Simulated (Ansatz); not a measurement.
# BN at 116.8 GPa: from Born charge to LO–TO splitting and polaron coupling

All numbers below come from DFT LDA, scalar-relativistic, plane waves, PAW in Ansatz. Plane waves to 420 eV; Γ-centred k mesh 12×12×12; fixed occupations. No spin polarisation. Phonons by linear response, acoustic sum rule imposed.

The cell is fixed (symmetry leaves no force on the atoms) and stands under 116.8 GPa:
```
CELL_PARAMETERS angstrom
0.00000 1.67370 1.67370
1.67370 0.00000 1.67370
1.67370 1.67370 0.00000
ATOMIC_POSITIONS crystal
B 0.00000 0.00000 0.00000
N 0.25000 0.25000 0.25000
```

The cell is the ideal cubic zincblende prototype.

Linear response gives ν_TO = 1356.9 cm⁻¹, Born charges ±1.780 e (positive on B) and ε∞ = 4.432. The primitive cell holds 9.377 Å³, and the masses are 10.810 and 14.007 amu.

Q: Find ν_LO and the static dielectric constant.

A: The long-wave field adds a restoring force: ω_LO² − ω_TO² = Z*²e²/(ε_vac ε∞ μV). In these units ν_LO² − ν_TO² = 4.92064×10⁷ Z*²/(μ V ε∞) cm⁻², with μ = m₁m₂/(m₁ + m₂) = 6.101 amu: 615124 cm⁻². So ν_LO = √(1356.9² + 615124) = 1567.3 cm⁻¹, and the run gives 1567.3. Lyddane–Sachs–Teller then gives ε0 = ε∞ (ν_LO/ν_TO)² = 5.91, against 5.91 in the run (it forms both from the same three quantities, so the match checks the arithmetic only). Between ν_TO and ν_LO the dielectric function is negative and an undamped crystal reflects fully: a reststrahlen band from 6.4 to 7.4 μm.

Q: What do the Clausius–Mossotti polarisability and the Szigeti charge come to?

A: With the Lorentz local field, α = (3V/4π)(ε∞ − 1)/(ε∞ + 2) = 1.19 Å³ for the pair, and e_S = 3Z*/(ε∞ + 2) = 0.83 e. The Born charge includes the electrons' response to the dipole's own local field, and e_S takes that enhancement out. The Lorentz field assumes point-like polarisable ions, a poor picture once ε∞ is this large, since the electron clouds then overlap or are shared, so both numbers are formal here.

Q: How strongly does a slow electron couple to the LO mode?

A: For one isotropic parabolic band, Fröhlich's constant is α_F = (1/ε∞ − 1/ε0) √(m* Ry/ħω_LO), with Ry = 13.606 eV, ħω_LO = 194.3 meV and m* in free-electron masses: α_F = 0.0565 × 8.37 × √m* = 0.47 √m*. The band mass isn't part of this run; for m* = 0.1, 0.3 and 1 it gives 0.15, 0.26, 0.47. In weak coupling the polaron lies α_F ħω_LO below the band edge (50 meV at m* = 0.3) with a mass m*(1 + α_F/6); past α_F of about 5 or 6 that expansion fails. A semilocal functional's ε∞ tends to be too large, which taken alone lowers α_F.

Cost: 1 run of about 3.3 core-minutes, on Intel Xeon Processor @ 2.50GHz (Skylake/Cascade Lake) (shared hosts).

Compressed BN comes out as a stiff, mostly covalent crystal that is still clearly polar. Boron carries the positive Born charge, as the electronegativities require, but 1.780 e is a dynamical charge: it measures how polarisation follows bond distortion, not how much charge sits on each ion. The short sp³ bonds resist the relative displacement of the two sublattices, so the lattice adds little to the electronic screening, and ε0 exceeds ε∞ only moderately. The light atoms raise both phonon frequencies, yet the reduced mass cancels from the static dielectric constant, which leaves bond stiffness, Born charge and volume to set the ionic part.

This small ionic part and the high LO energy together keep the Fröhlich coupling weak for the masses tried. In zincblende BN, however, the conduction valleys are anisotropic and the valence-band top is degenerate, so these values give a scale for the coupling rather than polaron energies for actual electrons or holes. With a single volume, the calculation doesn't show whether compression strengthens or weakens the polar response.
